**Question: Why does a gap coefficient that works near equilibrium fail at high pressure?**

I am looking at a calculated volume curve for HfSnO₄, an ordered rutile-type oxide in which Hf and Sn each have six oxygen neighbours. At each volume the table gives the energy per atom above the fitted minimum, the pressure needed to hold that volume, and the band gap.

Ansatz 0.2.0, scalar-relativistic PBE with PAW, plane waves to 420 eV and no spin polarisation: ordered rutile-type HfSnO₄ (Cmmm, 6 atoms), k mesh 6×6×8, Gaussian smearing 0.02 eV. Cell shape and atoms are relaxed at each fixed volume. Energies count from the minimum of a third-order Birch–Murnaghan fit; positive pressure means compression.

| volume (Å³/atom) | energy over minimum (meV/atom) | pressure (GPa) | band gap on mesh (eV) |
| --- | --- | --- | --- |
| 11.22 | 136.10 | 32.22 | 3.148 |
| 11.60 | 71.80 | 21.99 | 2.894 |
| 11.98 | 29.90 | 13.35 | 2.644 |
| 12.36 | 6.90 | 6.08 | 2.398 |
| 12.75 | -0.10 | -0.01 | 2.162 |
| 13.13 | 6.20 | -5.09 | 1.937 |
| 13.51 | 23.40 | -9.25 | 1.726 |
| 14.02 | 60.00 | -13.56 | 1.471 |

I described the crystal with two constants, as I would a machine part: one stiffness and one gap coefficient. From the two rows on either side of equilibrium, the gap grows by about 41 meV per GPa. Carried to the most compressed row, this predicts 3.49 eV, but the table has 3.15 eV.

The stiffness lets me down too. With the bulk modulus of 183 GPa as a spring constant, I get 105 meV per atom for the most compressed row, where the calculation has 136. Is the calculation going wrong at high pressure, or is my description? And could I have seen it in the table?

**Answer**

Your description is what fails, and both failures have the same origin. A constant stiffness and a constant gap coefficient per GPa each assume that the crystal yields equally to every further GPa. It doesn't, because it gets harder to compress as its atoms approach each other.

The reason lies in the forces between neighbouring ions. When their electron clouds are pushed together, the repulsion rises steeply, while the electrostatic attraction between the ions changes much more gently. Compression therefore meets growing resistance, and expansion meets less and less. This is the standard picture of an ionic oxide; the table shows its result, not the separate forces.

You can recognise the failure of the spring without any fit. A spring stores the same energy whether it is squeezed or stretched by the same amount. Here, 6 % compression (volume 11.98) costs 29.9 meV per atom, but 6 % expansion (volume 13.51) costs only 23.4. A parabola through the minimum must therefore give too little energy on the compressed side and too much on the expanded side.

At the ends of the table this matters: the parabola is 23 % too low at the smallest volume and 21 % too high at the largest. The next term of the expansion, which contains the change of stiffness with pressure, removes most of both errors. That is a consistency check and no independent proof, because the constants were fitted to these same energies. (The small negative energy in the row at 12.75 is a residual of that fit, not a state below the minimum.) The pressures were obtained separately, from the stress in each run, and they too show the crystal stiffening at every step of compression.

**Why the gap bends away from your line**

The gap responds to how closely the atoms are packed, and pressure is only the means of packing them. In tin oxides the lowest empty state is usually an antibonding mixture of Sn 5s and O 2p. Shorter Sn–O distances increase the overlap and push this state up, away from the filled oxygen states. That probably happens here as well: in the two most compressed runs both band edges lie at the zone centre, as expected for such a state. The calculation gives no orbital composition of the band edges, however, so it neither confirms this nor shows how much of the empty Hf 5d states is mixed in.

Two steps thus lie between pressure and gap: pressure changes the volume, and volume changes the gap. The table lets you look at each separately. From the most expanded to the most compressed pair of neighbouring rows, the stiffness rises from 116 to 305 GPa. The gap change per relative change of volume, called the deformation potential, varies by only about 14 % in size over the whole table.

The gap coefficient per GPa is the size of the deformation potential divided by the stiffness. With the first nearly constant and the second rising, the coefficient has to fall on compression, from 59 to 25 meV per GPa across the table. Your 41 meV per GPa is a correct slope at equilibrium, but it belongs only there.

This also explains the pattern of the errors. Your line is too high at both ends: under pressure it makes the gap rise too much, and under tension it makes the gap fall too little. When a straight line errs in the same direction on both sides, the curve itself is bent, and a better value of the slope can't cure that.

**A better estimate**

The remedy is to turn pressure into volume first. Let P be the pressure, V the volume and V₀ its equilibrium value. Let the stiffness grow as B₀ + B′P, where B₀ = 183.4 GPa is the bulk modulus at zero pressure and B′ = 5.04 is its increase per GPa. Adding up the small volume changes gives the Murnaghan relation, and the deformation potential a = −7.68 eV then gives the gap:

ln(V/V₀) = −(1/B′) ln(1 + B′P/B₀)

gap = gap at equilibrium + a ln(V/V₀)

For the most compressed row, at 32.22 GPa:

- B′P/B₀ = 5.04 × 32.22 / 183.4 = 0.885
- ln(V/V₀) = −ln(1.885) / 5.04 = −0.126
- gap = 2.16 + 7.68 × 0.126 = 3.13 eV

The table has 3.15 eV. The gap of this row was not used, since a comes from the two neighbours of equilibrium. Its energy did enter the fit that supplied B₀ and B′, so the estimate is not a forecast from equilibrium data alone. The output below compares this route with the straight line in pressure, and the parabola with the computed energies, for all rows.

The formula also tells you when to distrust a constant coefficient. What counts is the pressure compared with B₀/B′, here 183.4/5.04 ≈ 36 GPa. At 6 GPa, a row that helped to set the slope, the straight line is within 0.02 eV of the computed gap, which is already 6.5 % of the rise; at 32 GPa it overestimates the rise of the gap by 35 %. In a softer oxide with a similar B′ and a steady deformation potential, the bend would appear at lower pressure.

**Where the better estimate wears out**

The deformation potential is only roughly constant. It is weakest in the most expanded rows, where a straight line in ln V puts the gap about 0.04 eV too low at the largest volume. The Murnaghan route misses by only 0.02 eV there because it also underestimates the expansion, and the two errors partly cancel. At 32 GPa most of its miss is likewise in the volume: −0.126 against the actual −0.128. A plausible guess is that the overlap between tin and oxygen fades as they separate, so that a further expansion has less to undo. This can't be the whole story, because the deformation potential also weakens slightly at the strongest compression. The shape of the cell also changes: the ratio c/a rises evenly on compression, from 0.663 at equilibrium to 0.679 at the smallest volume. The deformation potential used here therefore includes the effect of this change of shape. The table can't separate it from the effect of volume alone, so the small variations on the compressed side can't be assigned to either one.

Two limits lie in the calculation itself. PBE gaps are generally too small, so the shifts are more useful here than the absolute values. The ordered cell is a constructed model, not an established form of HfSnO₄, and it was kept in its starting symmetry, which forbids the rotation of the oxygen octahedra by which compressed SnO₂ distorts. The smooth curve shows how this one form responds, but not whether the form survives at 32 GPa.

For practical use, a coefficient per GPa is adequate within a few GPa of equilibrium. Beyond that, work out the volume first and apply the deformation potential to it.

Output of the analysis:

```
Constant bulk modulus against the calculation:
    row  parabola_meV  parabola_miss_meV  cubic_miss_meV  linear_pressure_GPa  pressure_miss_GPa
  11.22         105.2             -30.89          -5.453                22.02              -10.2
   11.6         59.21             -12.59          -1.849                16.52             -5.469
  11.98         26.34             -3.557         -0.3695                11.02              -2.33
  12.36         6.606            -0.2937          0.1066                5.519            -0.5614
  12.75     6.358e-05             0.1001          0.1001              0.01712            0.02712
  13.13         6.525             0.3246        -0.06823               -5.484            -0.3943
  13.51         26.18               2.78         -0.3775               -10.99             -1.736
  14.02         72.81              12.81          -1.832               -18.32             -4.761
Parabola energy error at 12 % compression, %: -22.7
Parabola energy error at 10 % expansion, %: 21.35
Local slopes from the previous row to this row:
    row  gap_slope_meV_per_GPa  stiffness_GPa  deformation_potential_eV
   11.6                  24.83          305.2                    -7.577
  11.98                  28.94          266.4                    -7.708
  12.36                  33.84          231.4                     -7.83
  12.75                  38.75          199.9                    -7.748
  13.13                  44.29          171.9                    -7.612
  13.51                  50.72          144.9                    -7.349
  14.02                  59.16          116.4                    -6.884
Largest over smallest local gap slope per GPa: 2.383
Largest over smallest local stiffness: 2.623
Largest over smallest size of local deformation potential: 1.137
Gap predicted from equilibrium slopes, eV:
    row  linear_in_P  miss_linear_in_P  miss_linear_in_lnV  miss_Murnaghan
  11.22        3.492            0.3442           -0.004108        -0.01954
   11.6         3.07             0.176           -0.007597        -0.01162
  11.98        2.713           0.06938           -0.006733        -0.00571
  12.36        2.413           0.01534           -0.002042      -0.0005268
  12.75        2.162                 0                   0      -0.0004189
  13.13        1.952           0.01534           -0.002042       -0.004642
  13.51        1.781           0.05465            -0.01157        -0.01099
  14.02        1.603            0.1318            -0.04108        -0.01956
Gap slope at equilibrium, meV/GPa: 41.27
Deformation potential at equilibrium, eV: -7.681
Gap rise at 12 % compression overestimated by line in pressure, %: 34.91
Gap fall at 10 % expansion underestimated by line in pressure, %: 19.07
```
